## Below the first absorption: forecasting the dielectric function of BP

Light makes the electrons of a crystal oscillate. If the light's frequency lies well below every frequency at which the electrons can absorb, they follow the field in step and take up no energy. The crystal is then transparent, but it still slows the light down. The dielectric function describes both effects: its real part ε₁ measures the response in step with the field, and its imaginary part ε₂ measures absorption.

The table follows both parts for boron phosphide as the photon energy E rises. The cell is cubic, so one direction, xx, stands for all three. The results at the three lowest energies are hidden. What should they be?

Dielectric function of zincblende BP (a = 4.211 Å) from Ansatz 0.2.0, with plane-wave PAW, scalar-relativistic LDA, no spin polarisation, a 420 eV cutoff and a 12×12×12 k mesh. The spectrum is for independent particles, without local fields or excitons, on an 18×18×18 k mesh with 0.1 eV Gaussian broadening; unsolved bands enter the real part at their static value.

```csv
photon energy (eV),dielectric imaginary xx,dielectric real xx
0.1,?,?
0.3,?,?
0.5,?,?
0.7,0,9.68
0.9,0,9.74
1.1,0,9.83
1.3,0,9.94
1.5,0,10.1
1.7,0,10.2
1.9,0,10.4
2.1,0,10.6
2.3,0,10.8
2.5,0,11.2
2.7,0,11.5
2.9,0,11.9
3.1,0,12.4
3.3,0,13.0
3.5,0,13.9
3.7,0.03,15.3
3.9,1.97,17.2
4.1,3.61,16.7
4.3,4.29,16.7
4.5,4.9,16.9
4.7,5.55,17.4
4.9,6.31,18.1
5.1,7.19,18.9
5.3,8.28,20.1
5.5,9.7,21.9
5.7,12,24.9
5.9,17.4,30.4
6.1,35,29.4
6.3,44.3,14.0
6.5,40.2,-3.40
6.7,28.9,-9.62
6.9,22.9,-9.17
7.1,19.2,-8.63
7.3,16.9,-8.50
7.5,14.8,-8.33
7.7,13.1,-8.00
7.9,11.8,-7.65
```

### What the visible rows say

From 0.7 to 3.5 eV the imaginary part is zero. It is still only 0.03 at 3.7 eV, then jumps to 1.97 at 3.9 eV, where direct transitions set in, and grows to a peak at 6.3 eV. A direct transition lifts an electron to an empty band without changing its wave vector. Boron phosphide is known to have a smaller, indirect gap, which light can bridge only with the help of a lattice vibration. The calculation leaves such processes out, so its zeros don't promise that a real crystal is perfectly clear up to 3.5 eV.

The real part changes even where nothing is absorbed. It climbs slowly at first, by 0.06 between 0.7 and 0.9 eV, and then faster, by 0.9 between 3.3 and 3.5 eV. At 3.9 eV, where absorption sets in, it has a small local maximum. Around the absorption peak it swings from 30.4 at 5.9 eV down to −9.62 at 6.7 eV.

A driven oscillator behaves in the same way. Far below its resonance it follows the push with a nearly constant amplitude. Closer to resonance the amplitude grows, and beyond it the motion runs against the push. A crystal acts like a large set of such oscillators, one for each energy at which it absorbs.

### From absorption to the real part

The Kramers–Kronig relation turns this picture into a sum. It holds because a crystal can't respond before the field arrives. For a photon energy E in the transparent range it reads

ε₁(E) = 1 + (2/π) ∫ E′ ε₂(E′) / (E′² − E²) dE′,

where E′ runs over all energies at which the crystal absorbs. Each slice of absorption raises ε₁ at lower energies, and it does so more strongly the closer E comes to it.

If E is much smaller than every E′, the fraction can be expanded in powers of E²:

ε₁(E) = ε₁(0) + A E² + smaller terms in E⁴, E⁶ and so on.

There is no term proportional to E itself. The curve must therefore flatten as the energy goes to zero, and this decides the shape of the hidden stretch. A straight line drawn through the points at 0.7 and 0.9 eV would reach 9.50 at 0.1 eV, which is too low if the curve flattens as it should.

The coefficient A needs no guess, because it is a sum over the absorption in the table. A row at energy E′ contributes (2/π) × 0.2 eV × ε₂/E′³, where 0.2 eV is the spacing of the rows. The peak row at 6.3 eV, for example, gives 0.127 × 44.3/6.3³ ≈ 0.023 per eV². All absorbing rows together give 0.184 per eV². This sum must come out somewhat too small, since absorption above 7.9 eV also helps to lift the curve and isn't in the table.

### The forecast

Two numbers remain to be fixed: the value at zero energy, and a factor that makes up for the missing absorption. I obtained both by a least-squares fit to the four rows from 0.7 to 1.3 eV, with the terms of the series kept up to E⁸. Only these four transparent rows are printed to two decimals. From 1.5 eV on, the rounding is as large as the whole change expected across the hidden rows.

The fit gives 9.575 at zero energy and a factor of 1.10 on the computed rise. The factor is slightly above one, as the missing absorption requires. The rows from 1.5 to 2.5 eV took no part in the fit and can test it. The largest miss there is 0.07, at 2.3 eV, of which rounding can explain up to 0.05. A slight excess is expected this far out, because the factor also scales up the higher terms, to which distant absorption adds a smaller share than to A.

The estimate for 0.5 eV can be done by hand. The rise above zero energy is 1.10 × 0.184 × 0.5² ≈ 0.05, and the higher terms add less than 0.001. Added to 9.575, this gives 9.63. The same steps for the other two energies complete the forecast:

- at 0.1 eV, a real part of 9.58 ± 0.02;
- at 0.3 eV, a real part of 9.59 ± 0.02;
- at 0.5 eV, a real part of 9.63 ± 0.02;
- at all three energies, an imaginary part of 0.

The range is wider than the statistical error of the fitted constant, about 0.005, because four rounded values are a thin basis.

The forecast also rests on an assumption that the visible rows can't secure: that the crystal has no free carriers. In a metal, mobile electrons would add a negative term to the real part that grows as 1/E² towards low energy. A term that lowers the value at 0.7 eV by only 0.01, which rounding could almost hide, would lower the value at 0.1 eV by 49 times as much, or about 0.5. That boron phosphide is a semiconductor is the reason for leaving this term out.

The withheld rows as computed:

```csv
photon energy (eV),dielectric imaginary xx,dielectric real xx
0.1,0,9.58
0.3,0,9.59
0.5,0,9.63
```

### What the hits mean

All three real parts agree with the forecast to the last printed digit, and the imaginary part is zero in each row. The remaining differences are below 0.004, which is less than the rounding of the table. The program also calculates the value at zero energy directly, and its result of 9.575 equals the fitted one. The run gives this value a relative error of 0.0039, or about 0.04, so the match shows consistency within one calculation, not accuracy to the last digit. The straight line would have missed the value at 0.1 eV by 0.08, four times the stated range. The flattening is therefore plain to see in the numbers.

No downward pull appears at 0.1 eV, but this is no separate test of the assumption about free carriers. The program adds their term only if it finds a metal, and here it found a gap of 0.86 eV between the filled and the empty bands. The gap is indirect, so it leaves no trace in the imaginary part. The bands were sampled at a finite set of wave vectors, but with a gap this wide a crossing hidden between them is unlikely.

The agreement doesn't prove the Kramers–Kronig relation, which is built into the calculation. Nor does it single out one description of the absorption. A single oscillator, with its strength and resonance energy set by the rows at 0.7 and 1.3 eV, also gives 9.58 at 0.1 eV. Far below the onset, the details of the spectrum have merged into a few sums.

### Which absorption matters

These sums still show where the response comes from. The static value adds up ε₂/E′, whereas the rise with photon energy adds up ε₂/E′³. Absorption at low energy therefore counts more in the rise. Within the tabulated spectrum, the part up to 5.5 eV supplies about 20 % of the static sum but 32 % of the coefficient A.

The absorption beyond the table shows the same weighting from the other side. The tabulated part accounts for 6.69 of the 8.575 by which the static value exceeds one, so about 22 % is missing. In the rise, the fitted factor of 1.10 implies that only about a tenth is missing. The static value thus depends noticeably on absorption far in the ultraviolet, while the slope depends mainly on what lies nearer.

Bands that the program didn't solve for play almost no part in this contrast. They enter the real part only as a constant, which here is about 0.02. Nearly all of what is missing therefore comes from solved bands that absorb above the range of the table, and the two missing parts hint at the typical energy of that absorption. A slice at energy E′ adds E′² times as much to the static value as to A. About 1.9 is missing from the static value and about 0.019 per eV² from A, so E′ is roughly √(1.9/0.019) = 10 eV. This is only an estimate, because the missing part of A is small and rests on the fitted factor.

The weighting also tells what to look for in a related crystal. If the same amount of absorption is moved to lower energy, the real part in the transparent range becomes larger, and its rise becomes steeper by a greater proportion.

### Using the numbers

Where nothing is absorbed, the refractive index is the square root of the real part. At the low-energy end this gives √9.58 ≈ 3.1. The value belongs to the cell in the caption, which is strongly compressed: its edge is 4.211 Å, against roughly 4.5 Å, a recalled figure, for boron phosphide at ordinary pressure. How much the compression shifts the index can't be read from the table, since it holds only one volume.

The level of theory matters too. The local-density approximation usually places transitions at too low an energy, which by the weighting above tends to make the real part too large. Here it also ran on PAW datasets made for another functional, PBE, with an effect that the table can't show. Excitons and local fields, which are left out, also change the strength of the absorption. Finally, the table contains the response of the electrons alone. Near 0.1 eV the vibrations of a real lattice can add their own contribution, so the value there is best read as the electronic part.

For a quick estimate in a transparent range, plot the real part against E² instead of E, and extend the straight line to low energy. Here the rows at 0.7 and 1.3 eV give a slope of (9.94 − 9.68)/(1.69 − 0.49) ≈ 0.217 per eV², and the line meets all three revealed values to within 0.01. Use points well below the onset, but far enough apart that rounding doesn't set the slope. The neighbouring rows at 0.7 and 0.9 eV give only 0.06/0.32 ≈ 0.19 per eV², and that line misses the value at 0.3 eV by more than 0.01. First make sure that the material has no free carriers.
